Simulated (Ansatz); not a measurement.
Ga₂O₅: energy above lowest point and pressure against volume per atom

All results are calculated (Ansatz 0.2.0 development build). Equation of state of a cubic crystal from periodic Kohn-Sham density functional theory without spin; pressure corrected for the finite basis.

Cell of the first row (space group Pn-3m, No. 224):
```
cell vectors (Å)
   5.0336     0.0000     0.0000
   0.0000     5.0336     0.0000
   0.0000     0.0000     5.0336
atoms (fractions of the cell vectors)
Ga  0.00000  0.00000  0.00000
Ga  0.50000  0.50000  0.00000
Ga  0.50000  0.00000  0.50000
Ga  0.00000  0.50000  0.50000
O   0.50000  0.00000  0.00000
O   0.00000  0.50000  0.00000
O   0.00000  0.00000  0.50000
O   0.50000  0.50000  0.50000
O   0.75000  0.75000  0.25000
O   0.75000  0.25000  0.75000
O   0.25000  0.75000  0.75000
O   0.75000  0.25000  0.25000
O   0.25000  0.75000  0.25000
O   0.25000  0.25000  0.75000
```

Settings of every row: formula Ga2O5; structure type cubic X2O5; functional PBE; spin treatment none; k mesh 11x11x11; occupation method fermi-dirac; occupation width 0.061225619 eV; wave cutoff 1020 eV; datasets hand-made PAW; density cutoff ratio 5.

Limits: a cubic model structure, not a phase known at ambient conditions; modest k-mesh, values are not fully converged in k; no spin polarisation, a magnetic state may lie lower.

| row | volume per atom (Å³) | energy above lowest point (meV/atom) | pressure (GPa) |
| --- | --- | --- | --- |
| 1 | 9.11 | 17.96 | 10.549 |
| 2 | 9.304 | 7.63 | 6.608 |
| 3 | 9.497 | 1.8 | 3.089 |
| 4 | 9.691 | 0 | -0.052 |
| 5 | 9.885 | ? | ? |
| 6 | 10.079 | 6.79 | -5.354 |
| 7 | 10.273 | 14.64 | -7.582 |

Question: what energy above lowest point and pressure should row 5 give?

Worked fit of energy above lowest point. Take u = (V_r/V)^(2/3) − 1 with V_r = 9.594 Å³ an atom, which is twice the finite (Eulerian) strain; such expansions in the strain, on which the Birch-Murnaghan equation of state is built, carry the rest volume and the bulk modulus. The shown rows have u = 0.03511, 0.02067, 0.0068, -0.00668, -0.03234, -0.04456. Least squares give energy above lowest point = 0.43 + 133.01 × u + 10306.8 × u² + 3673 × u³ meV/atom; a parabola predicts inner rows, each left out in turn, worse (root mean square 0.072 against 0.021 meV/atom). The rows lie off it by 0.00, 0.01, -0.01, 0.00, 0.01, 0.00. Its lowest point lies at u = -0.0065, or V = 9.688 Å³ an atom, and the curvature there gives the bulk modulus at fixed shape and fractions, B = (4/9)(1 + u)² E″(u)/V = 149 GPa. The withheld row has u = -0.01972, so the fit gives 0.43 + 133.01 × (-0.01972) + 10306.8 × (-0.01972)² + 3673 × (-0.01972)³ = 1.79 meV/atom.

The calculation gave 1.79 meV/atom. The fit meets it to the printed digit.

Worked fit of pressure. Take u = (V_r/V)^(2/3) − 1 with V_r = 9.594 Å³ an atom, which is twice the finite (Eulerian) strain; such expansions in the strain, on which the Birch-Murnaghan equation of state is built, carry the rest volume and the bulk modulus. The shown rows have u = 0.03511, 0.02067, 0.0068, -0.00668, -0.03234, -0.04456. Least squares give pressure = 1.4763 + 233.977 × u + 692.93 × u² GPa; a straight line predicts inner rows, each left out in turn, worse (root mean square 0.43 against 0.013 GPa). The rows lie off it by 0.004, -0.001, -0.010, 0.004, 0.012, -0.008 (root mean square 0.0075 GPa). The pressure vanishes at u = -0.0064, or V = 9.687 Å³ an atom, and there the bulk modulus at fixed shape and fractions is B = −V dP/dV = (2/3)(1 + u) dP/du = 149 GPa. The withheld row has u = -0.01972, so the fit gives 1.4763 + 233.977 × (-0.01972) + 692.93 × (-0.01972)² = -2.868 GPa.

The calculation gave -2.854 GPa. The fit lies 0.014 GPa (0.077 % of the column's range) below it; its largest miss of a shown row is 0.012 GPa.
